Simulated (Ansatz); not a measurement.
# Li2CaO2: phonon heat capacity and phonon entropy against temperature

Results calculated with Ansatz 0.2.0, not measured. Harmonic vibrational free energy, entropy and heat capacity at constant volume, per atom, from the force constants of a q mesh, imaginary modes left out; plane waves with PAW datasets, Gamma-centred k mesh.

Structure of every row (space group P-3m1, No. 164):
```
CELL_PARAMETERS angstrom
3.35980 0.00000 0.00000
-1.67990 2.90970 0.00000
0.00000 0.00000 5.47300
ATOMIC_POSITIONS crystal
Li 0.33333 0.66667 0.88381
Li 0.66667 0.33333 0.11619
Ca 0.00000 0.00000 0.50000
O 0.33333 0.66667 0.24377
O 0.66667 0.33333 0.75623
```

Settings of every row: functional PBE; dispersion none; spin none; wave cutoff 420 eV; k mesh 12x12x4; occupations fixed; smearing width 0 eV; pressure 0 GPa; phonon method linear response; q mesh 3x3x1.

Limits: coarse q mesh; phonon interpolation lacks quadrupole term; the cell comes from a prototype or a list of computed structures and needn't be the stable phase.

| row | temperature (K) | phonon heat capacity (kB/atom) | phonon entropy (kB/atom) | phonon free energy (meV/atom) |
| --- | --- | --- | --- | --- |
| 1 | 200 | 1.821 | 1.178 | 58.4 |
| 2 | 300 | 2.348 | 2.03 | 44.5 |
| 3 | 400 | 2.599 | 2.744 | 23.8 |
| 4 | 500 | 2.732 | 3.34 | -2.4 |
| 5 | 600 | 2.809 | 3.845 | -33.5 |
| 6 | 700 | 2.858 | 4.282 | -68.5 |
| 7 | 800 | 2.89 | 4.666 | -107.1 |
| 8 | 900 | 2.912 | 5.008 | -148.8 |
| 9 | 1000 | ? | ? | ? |

Question: what phonon heat capacity and phonon entropy should row 9 give?

Worked fit of phonon heat capacity. At high temperature a harmonic heat capacity falls short of its limit by a term in 1/T², so take t = (100 K / T)². The shown rows have t = 0.25, 0.11111, 0.0625, 0.04, 0.02778, 0.02041, 0.01562, 0.01235. Least squares give phonon heat capacity = 2.9916 − 6.7444 × t + 8.255 × t² kB/atom; a straight line predicts inner rows, each left out in turn, worse (root mean square 0.046 against 0.0053 kB/atom). The rows lie off it by 0.000, 0.004, -0.003, -0.003, -0.002, 0.001, 0.002, 0.002, a smooth pattern that one more power would take up: the form is only approximate. The constant, 2.9916 kB/atom, is to be held against the harmonic limit of 3 k_B an atom. The withheld row has t = 0.01, so the fit gives 2.9916 − 6.7444 × (0.01) + 8.255 × (0.01)² = 2.925 kB/atom.

The calculation gave 2.929 kB/atom. The fit lies 0.004 kB/atom (0.36 % of the column's range) below it; its largest miss of a shown row is 0.004 kB/atom. This row lies beyond the range of the fit.

Worked fit of phonon entropy. Entropy rises as the heat capacity times the change of ln T, so take t = ln(T / 300 K). The shown rows have t = -0.4055, 0, 0.2877, 0.5108, 0.6931, 0.8473, 0.9808, 1.0986. Least squares give phonon entropy = 2.0533 + 2.327 × t + 0.34281 × t² kB/atom; a straight line predicts inner rows, each left out in turn, worse (root mean square 0.072 against 0.018 kB/atom). The rows lie off it by 0.012, -0.023, -0.007, 0.009, 0.014, 0.011, 0.001, -0.015 (root mean square 0.013 kB/atom), a smooth pattern that one more power would take up: the form is only approximate. The slope at t = 0, 2.33 kB/atom, estimates the heat capacity at 300 K. The withheld row has t = 1.204, so the fit gives 2.0533 + 2.327 × (1.204) + 0.34281 × (1.204)² = 5.352 kB/atom.

The calculation gave 5.315 kB/atom. The fit lies 0.037 kB/atom (0.89 % of the column's range) above it; its largest miss of a shown row is 0.023 kB/atom. This row lies beyond the range of the fit.

The other values of row 9: phonon free energy -193.3 meV/atom.
